Q: I have compressed and stretched a crystal of CoSi₃ in a PBE calculation and counted the electrons that the atomic shells fail to describe. The count falls as the crystal expands, but between 12.815 and 13.327 Å³/atom the fall per ångström seems to halve. The warning that the starting moments were lost also appears for the first time at 13.327. Does the magnetic state change there?

Uniformly scaled four-atom cells of CoSi₃, calculated with Ansatz 0.2.0 using scalar-relativistic, collinear-spin PBE with PAW, a 420 eV plane-wave cutoff, a 12×12×12 k mesh and 0.1 eV Gaussian smearing. The last column counts the electrons per cell that are left out of the Löwdin populations of Si 3s and 3p and Co 3s, 3p, 3d and 4s.

```
volume (Å³/atom)  shortest distance (Å)  electrons outside these shells (e)
          10.252                  2.370                               0.600
          11.021                  2.428                               0.570
          11.789                  2.483                               0.540
          12.302                  2.519                               0.520
          12.815                  2.553                               0.500
          13.327                  2.587                               0.490
          14.096                  2.636                               0.460
          15.121                  2.698                               0.430
```

A: Let us first settle what the last column counts. How would you read a value of 0.60 e?

Q: As charge that has left the atoms and sits between them.

A: That is not what the projection measures. It compares the occupied states of the crystal with a fixed set of free-atom orbitals: 3s and 3p on silicon; 3s, 3p, 3d and 4s on cobalt. Whatever part of the occupied states can't be built from these orbitals goes into the last column. The electrons are all still in the crystal, and the part left over may lie close to a nucleus or between two of them. Even in the most compressed cell it is only about 2% of the 29 electrons treated.

Q: Why should free-atom orbitals describe the crystal less well when it is compressed?

A: Because they keep the size and shape they had in the free atom, while the electrons in the crystal do not. When neighbours move closer, each valence electron has less room, and it feels the attraction of several nuclei as well as the repulsion of the electrons around them. Its wave function responds by contracting in some regions and by shifting weight towards or away from the neighbours. A quantum chemist would add tighter orbitals and polarisation functions to follow such changes. This projection has neither, and it also lacks the 4p shell of cobalt, which is empty in the free atom but can mix into the bonds. The part it fails to catch is therefore expected to grow.

Q: So on expansion the atoms become more like free atoms, and the fixed orbitals fit better?

A: Yes, and the silicon populations support that picture. Between 11.021 and 14.096 Å³/atom the silicon 3s shells gain 0.49 e per cell, while the silicon 3p shells lose 0.35 e. A free silicon atom has two electrons in each of these shells. Bonding promotes electrons from 3s to 3p, and expansion partly undoes this promotion. The populations show the shift; that weaker overlap causes it is an argument from bonding theory, not a separate result of these runs.

Q: Can I turn this into a simple model, so that I can tell whether 13.327 is out of line?

A: Take the shortest distance d as the measure of crowding and call the remainder R. The tails of atomic orbitals decay roughly exponentially, so it is reasonable to suppose that each small increase in d removes the same fraction of R:

dR/dd = −R/s

R = R₀ exp[−(d − d₀)/s]

Here d₀ is the shortest distance in the most compressed cell, R₀ is the remainder there, and s is a length that sets how fast R falls. This is a plausible form, not a derivation from the electronic structure, and s should not be taken for the size of any orbital.

Q: Which rows should fix the two constants?

A: The five without the warning. If the lost starting moments mark a real change, the other three rows should then depart from the curve. The fit gives R₀ = 0.602 e and s = 1.013 Å. For your suspicious cell, which was not part of the fit, d is 2.587 Å:

R = 0.602 e × exp[−(2.587 − 2.370)/1.013] = 0.602 e × 0.807 = 0.486 e

The table has 0.49 e. The largest miss among the three warned rows is about 0.005 e, at 15.121 Å³/atom, which is half a unit of the last digit that the table resolves.

Q: Then where does the short step come from?

A: Rounding is enough to explain it. The shell populations of the cell at 12.815 Å³/atom leave a remainder of 0.505 e, which the table gives as 0.50. The next value, 0.49, can stand for anything from 0.485 to 0.495 e.

Q: So the true fall lies between 0.010 and 0.020 e, and the table happens to show the lower end.

A: Exactly. The exponential expects a fall of 0.049 e per 0.1 Å here, and the distance grows by 0.034 Å, which makes 0.017 e. That is well inside your range. The halved slope needs no physical cause, and none of the eight rows departs from the trend by clearly more than rounding allows.

Q: Would a straight line have done as well?

A: Over this short range, nearly. A line even follows the five fitted rows a little more closely, but it comes out too low for all three warned cells, by up to 0.008 e. Three remainders with more digits, at 11.021, 12.815 and 14.096 Å³/atom, fall about midway between the two shapes. That suggests a real bend, about half as strong as that of the exponential. The line must also fail further out. It would reach zero near 3.5 Å, where the orbitals of neighbouring atoms should still overlap.

Q: I am still uneasy about the warning. If the moments were lost, how can those cells belong to the same trend?

A: The warning says that the moments put in at the start were not kept, not that the final state has none. The moment of the cell falls in every step, from 0.38 µB in the most compressed cell to 0.09 µB in the most expanded one. At 13.327 Å³/atom it is still 0.19 µB, in line with its neighbours. These runs are therefore consistent with one weakly magnetic state that changes gradually. The direction is unusual, because expansion narrows the bands, and that more often strengthens a moment. I would repeat a few cells with a denser k mesh and less smearing before trusting so small a moment. The runs did not search for other spin states either, so a lower one can't be ruled out.

Q: But the moment and the remainder fall together. Perhaps the fading moment drives the remainder.

A: The most direct link would be a moment that lies outside the shells, and that we can check. At 11.021 Å³/atom the moment is 0.34 µB, yet the spin-up and spin-down parts of the remainder differ by only about 0.01 e. At 14.096 Å³/atom the moment has dropped to 0.14 µB and that difference has hardly changed. The moment sits almost wholly inside the listed shells, mainly in cobalt 3d. So the moment is not the main source of the remainder. Both quantities respond to volume, which is enough to give them a shared direction; runs without spin at the same volumes would show whether the moment has an indirect effect.

Q: Then why does the remainder change so little, when the silicon shells change by several tenths of an electron?

A: Because it is blind to exchange among the listed shells. An electron that moves from silicon 3p to silicon 3s leaves one of them and enters another, and the remainder stays the same. Only the net change counts. Between 11.021 and 14.096 Å³/atom, the large gain and loss in silicon and a small loss in cobalt leave a net gain of 0.10 e, and the remainder falls by just that amount.

Q: That also changes how I would read the populations. Silicon gains 0.14 e in total, so I would have said that cobalt had given it up.

A: The listed shells of cobalt lose only 0.04 e over the same range. The other 0.10 e was in the crystal all along, but the fixed orbitals could not catch it in the tighter cell. Most of the apparent gain of silicon is thus balanced by the fall of the remainder, which is assigned to no atom. The populations alone can't tell how much charge passed from one element to the other. Anyone who compares atomic populations at different pressures should look at the remainder before speaking of charge transfer.

Q: Does the way the crystal was stretched matter as well?

A: It does. All edges are scaled by the same factor, so the symmetry stays and every atom keeps its relative position in the cell. Every atom keeps eight neighbours at the one shortest distance, and all contacts grow in proportion. Crowding then has a single measure, and it changes gradually from cell to cell. The price is that most cells are forced states: only the one at 12.815 Å³/atom is near zero pressure, and the ends are at about 49 GPa and −15 GPa.

Q: Where, then, would you expect a real break?

A: Where something other than the common scale changes. If the crystal could distort, some contacts would shorten while others lengthened, and one distance would no longer describe the crowding. A sudden switch to another electronic state with different bonding could shift the remainder at once. So could a change in the projection itself: with cobalt 4p or silicon 3d orbitals added, the remainder could only stay equal or fall, although the crystal would be the same. A slow filling of d-like states on silicon under compression, which the listed shells describe poorly, would bend the curve instead of breaking it.

Q: And how would I recognise such a break in a table like this one?

A: It would have to exceed about 0.01 e. A lasting change in the crystal would also persist in the rows beyond it, while a single row out of line would suggest that one run had ended in another electronic state. In both cases I would look for a jump in the moment, the energy or the pressure at the same volume. For a purely magnetic change I would look at the moment first, since so little of it lies in the remainder. The printed output below gives the misses of both models row by row.

Numerical output:

```
fit of out on 5 rows (vol < 13): coefficient of exp(-(d_min - min(d_min))/s) 0.6018 +/- 0.0011, s 1.013; rms 0.00172, worst 12.815 0.00228, leave-one-out rms 0.00369
  rows outside the fit (model, value, miss): 13.327 0.4857, 0.49, -0.00431; 14.096 0.4627, 0.46, 0.00275; 15.121 0.4353, 0.43, 0.00526
fit of out on 5 rows (vol < 13): constant 1.894 +/- 0.018, coefficient of d_min -0.5456 +/- 0.0071; rms 0.0008, worst 12.815 0.00104, leave-one-out rms 0.00171
  rows outside the fit (model, value, miss): 13.327 0.4825, 0.49, -0.00751; 14.096 0.4558, 0.46, -0.00424; 15.121 0.4219, 0.43, -0.00807
Steps and misses:
     row  fall_e_per_0.1A  fall_of_exponential  exponential_less_value_e  line_less_value_e  moment_muB  pressure_GPa
  10.252              n/a                  n/a                  0.001785           0.000886      0.3835         49.27
  11.021          0.05172              0.05777                 -0.001718          -0.000758      0.3424         28.22
  11.789          0.05455              0.05463                 -0.001765         -0.0007653      0.2836         13.34
  12.302          0.05556              0.05223                -0.0005657         -0.0004064      0.2415         5.932
  12.815          0.05882              0.05045                  0.002281           0.001044      0.2117      0.001148
  13.327          0.02941              0.04878                 -0.004305          -0.007506      0.1861        -4.743
  14.096          0.06122              0.04683                  0.002749           -0.00424      0.1413        -10.22
  15.121          0.04839              0.04433                  0.005263          -0.008066     0.08529        -15.08
Fall of the remainder over the whole series, e: 0.17
The same fall, % of the largest value: 28.33
Largest remainder, % of the 29 electrons: 2.069
Distance at which the straight line would reach zero, A: 3.471
Unrounded remainder at 12.815, e: 0.5049
Line through unrounded 11.021 and 14.096, less value at 12.815, e: 0.001205
Exponential through the same two, less value at 12.815, e: -0.001327
Change of Si 3s from 11.021 to 14.096, e per cell: 0.4893
Change of Si 3p from 11.021 to 14.096, e per cell: -0.3483
Change of all listed Co shells from 11.021 to 14.096, e per cell: -0.0362
Missing weight, spin up less spin down, at 11.021, e: -0.00885
Missing weight, spin up less spin down, at 14.096, e: -0.0082
```
